## Results and discussion: the gap of PbS with five potentials

Lead sulfide is a rock-salt semiconductor with a narrow gap, used in infrared detectors. The calculations below keep the crystal and the LDA fixed and change the description of the atomic cores, together with the plane-wave cutoff chosen for it.

Band gaps of rock-salt PbS from ABINIT in the LDA, for one fixed two-atom cell, without spin polarisation or spin-orbit coupling. All runs use an 8×8×8 k mesh, on which the gaps are taken, and Fermi-Dirac occupations with a smearing width of 0.05 eV. The basis column gives the plane-wave cutoff.

| potentials | basis | gap (eV) | direct gap (eV) | gap less the median of the rows (eV) |
| --- | --- | --- | --- | --- |
| HGH LDA | 762 eV | 0.229 | 0.229 | -0.006 |
| JTH PAW LDA v2.0 | 544 eV | 0.230 | 0.230 | -0.005 |
| PseudoDojo NC SR LDA v0.4 stringent | 980 eV | 0.235 | 0.235 | 0.000 |
| PseudoDojo NC SR LDA v0.4.1 standard | 762 eV | 0.241 | 0.241 | 0.006 |
| JTH PAW LDA v2.0 sp | 544 eV | 0.258 | 0.258 | 0.023 |

### 1. Which potential gives the largest gap, and does it stand apart?

JTH sp gives the largest gap, 0.258 eV. The column "gap less the median of the rows" shows that the other four lie within 0.006 eV of the median, whereas JTH sp lies 0.023 eV above it. There is thus one group of four and one row outside it. The order inside the group is too fine to be given a cause, because each run has its own basis error.

### 2. Where in the Brillouin zone is this gap?

Gap and direct gap are equal in every row, so the highest filled and lowest empty states share a k point. It is not the zone centre, where the levels lie about 7 eV apart. The smearing of the occupations reveals the place: it lifts a few electrons across the gap, and the resulting entropy depends on how many mesh points have so small a gap.

Let E be the gap, w the smearing width and N the number of such points among the 512 of the full mesh. The Fermi energy lies at mid-gap, so the upper edge is filled to the fraction f and the lower edge is emptied by as much. With two edges and two spin directions, the entropy term TS per cell is

f = 1/[1 + exp(E/2w)]

s = −f ln f − (1 − f) ln(1 − f)

TS = 4 (N/512) w s

For the HGH row, E/2w = 0.229/0.10 = 2.29, which gives f = 0.092 and s = 0.307. The calculation printed TS = 0.480 meV, and solving for N gives 0.480 × 512/(4 × 50 × 0.307) = 4.0. In this lattice the zone centre is one point, X stands for three, L for four and W for six. The gap is therefore at L.

The formula has no adjustable constant, and the output printed after this text shows a count of four for every row. The count would have come out higher if neighbouring mesh points had gaps nearly as small, so the narrow gap is confined to the surroundings of L. Entropy and gap come from the same energy levels, however. The agreement locates the gap but does not show that its size is right.

### 3. Why is the gap so much smaller at L than at the centre?

The answer lies in the signs of the orbitals, a standard argument for this crystal. At the zone centre, sulfur 3p orbitals on opposite sides of a lead atom point the same way. Their overlaps with the lead 6s orbital have opposite signs and cancel. At L the wave changes sign from one side to the other, so the two overlaps add, and the lower-lying lead 6s state pushes the sulfur 3p state up.

For lead 6p the rule is reversed. At the centre it mixes with sulfur 3p and is pushed up; at L this mixing cancels and the lead 6p state stays low. The two edges thus approach each other at L from both sides. The levels fit this picture: the filled sulfur triplet at the centre lies about 2 eV below the valence top at L, and the lowest empty level there about 5 eV above it.

The gap is therefore a small difference between two energies that depend on how lead and sulfur orbitals mix. A potential that changes the lead orbitals slightly can move either edge by a few hundredths of an electronvolt. That is little on the scale of the bands, but noticeable in a gap of this size.

### 4. Would the same cutoff remove the differences?

It would not. The two JTH sets share a cutoff of 544 eV and differ by 0.028 eV, almost the whole spread of the table. HGH and PseudoDojo standard share 762 eV and still differ by 0.012 eV.

An equal cutoff is not an equal basis error either, because a potential with sharper features near the nucleus needs more plane waves. Part of each difference may therefore still come from the basis. Separating that part would require raising the cutoff for each potential until its own gap stops changing.

### 5. Does it matter whether the lead 5d electrons are frozen?

The table does not list how many electrons each potential treats. HGH and JTH sp keep only four lead electrons active and freeze the 5d shell in the core; the other three sets include it. If freezing 5d alone fixed the gap, the two frozen sets should agree. Instead they are the lowest and the highest row.

The levels behind the gap tell more. Take the filled sulfur triplet at the zone centre as the zero and JTH v2.0, which includes 5d, as the reference. The valence top at L is then lower by 0.040 eV in HGH and by 0.065 eV in JTH sp. In the two PseudoDojo sets, which also include 5d, it moves by 0.013 eV at most.

The conduction bottom at L sinks too, by about 0.04 eV in both frozen sets. For HGH the two shifts cancel, and its gap agrees with that of JTH v2.0 to 0.001 eV. For JTH sp the top sinks further than the bottom, and the gap opens by 0.065 − 0.037 = 0.028 eV. Equal gaps are thus no sign of equal bands: at the zone centre, HGH and JTH v2.0 differ by about 0.09 eV in the separation of filled and empty levels.

Is a lost mixing with 5d the cause? At L, symmetry lets the deep lead 5d states mix with sulfur 3p and push the valence top up, while at the centre it forbids this mixing with the triplet. A frozen 5d shell can't respond in this way, so part of the push may be lost. But symmetry also keeps 5d out of the conduction bottom at L, and that level sinks as well. The lead 6s level at the zone centre speaks against it too. Symmetry bars it from mixing with 5d, yet against the triplet it sinks by 0.036 eV in HGH and by 0.065 eV in JTH sp, almost exactly as the valence top does. A shift of this size thus needs no lost 5d mixing, which is at most a part of the answer. Whether these levels fall or the triplet rises can't be told from differences alone. The frozen sets also differ from the others in more than the 5d shell; the two JTH sets, for instance, use different sphere radii for lead. The cause stays open.

### 6. Which digits can be trusted?

As an LDA result without spin-orbit coupling, and for this fixed cell, these five sets put the gap between 0.23 and 0.26 eV. All five gaps begin with 0.2, the second decimal depends on the choice of potential, and the third describes the particular set and its basis rather than PbS. The full spread is 0.029 eV, or 12% of the median gap.

Such a spread matters when the threshold of an infrared detector is to be predicted. The longest wavelength that can be absorbed across the gap, in micrometres, is 1.24 divided by the gap in electronvolts. It would be 5.4 µm with HGH and 4.8 µm with JTH sp. The narrower the gap, the more a fixed energy error shifts this threshold.

### 7. What would spin-orbit coupling change?

It would change more than any exchange of potentials in the table. Lead is heavy, and the coupling is strong in its 6p states. The conduction bottom at L is a single 6p state, so there is nothing to split; instead, the coupling mixes it with the 6p states above it and pushes it down. From other calculations, spin-orbit coupling is known to lower the gap of PbS by a few tenths of an electronvolt, as much as the whole gap found here. The gap could nearly close, or the two edges could change places.

LDA brings an error of its own: it usually makes gaps too small. Neglecting spin-orbit coupling widens the gap, so the two errors partly cancel. A gap that happens to lie near a measured one is therefore no proof of a better set. The measured gap of PbS also changes with temperature, while the lattice here is static. The wavelengths above show how sensitive a predicted threshold is to the potential, but they can't serve as design values.

Numerical output:

```
Potentials and gap:
                                   row  Pb_valence_electrons  gap_eV  Fermi_energy_as_fraction_of_gap  threshold_wavelength_micrometre
                               HGH LDA                     4   0.229                           0.5001                            5.415
                      JTH PAW LDA v2.0                    14    0.23                              0.5                            5.391
   PseudoDojo NC SR LDA v0.4 stringent                    22   0.235                              0.5                            5.277
  PseudoDojo NC SR LDA v0.4.1 standard                    14   0.241                           0.5003                            5.145
                   JTH PAW LDA v2.0 sp                     4   0.258                           0.4998                            4.806
Entropy test of the gap's place:
                                   row  computed_TS_meV  TS_for_four_points_meV  number_of_mesh_points  upper_edge_filling_percent  promoted_electrons_per_1000_cells
                               HGH LDA           0.4798                  0.4797                  4.001                       9.195                              1.437
                      JTH PAW LDA v2.0            0.477                  0.4768                  4.002                       9.112                              1.424
   PseudoDojo NC SR LDA v0.4 stringent           0.4622                   0.462                  4.002                       8.707                               1.36
  PseudoDojo NC SR LDA v0.4.1 standard           0.4445                  0.4447                  3.998                       8.241                              1.288
                   JTH PAW LDA v2.0 sp           0.3985                  0.3981                  4.004                       7.044                              1.101
Zone centre, and shifts against JTH v2.0:
                                   row  zone_centre_gap_eV  gap_shift_eV  filled_triplet_shift_eV  empty_level_shift_eV
                               HGH LDA               7.123        -0.001                     0.04                -0.049
                      JTH PAW LDA v2.0               7.212             0                        0                     0
   PseudoDojo NC SR LDA v0.4 stringent               7.216         0.005                        0                 0.004
  PseudoDojo NC SR LDA v0.4.1 standard               7.204         0.011                    0.013                 0.005
                   JTH PAW LDA v2.0 sp               7.164         0.028                    0.065                 0.017
Spread of the gap over all rows (eV): 0.029
Same spread as share of the median gap (percent): 12.34
Spread of the gap without JTH sp (eV): 0.012
JTH sp above the next highest row (eV): 0.017
JTH sp less JTH v2.0, same cutoff (eV): 0.028
PseudoDojo standard less HGH, same cutoff (eV): 0.012
PseudoDojo stringent less standard (eV): -0.006
Smallest gap in units of the smearing width: 4.58
Largest gap in units of the smearing width: 5.16
```
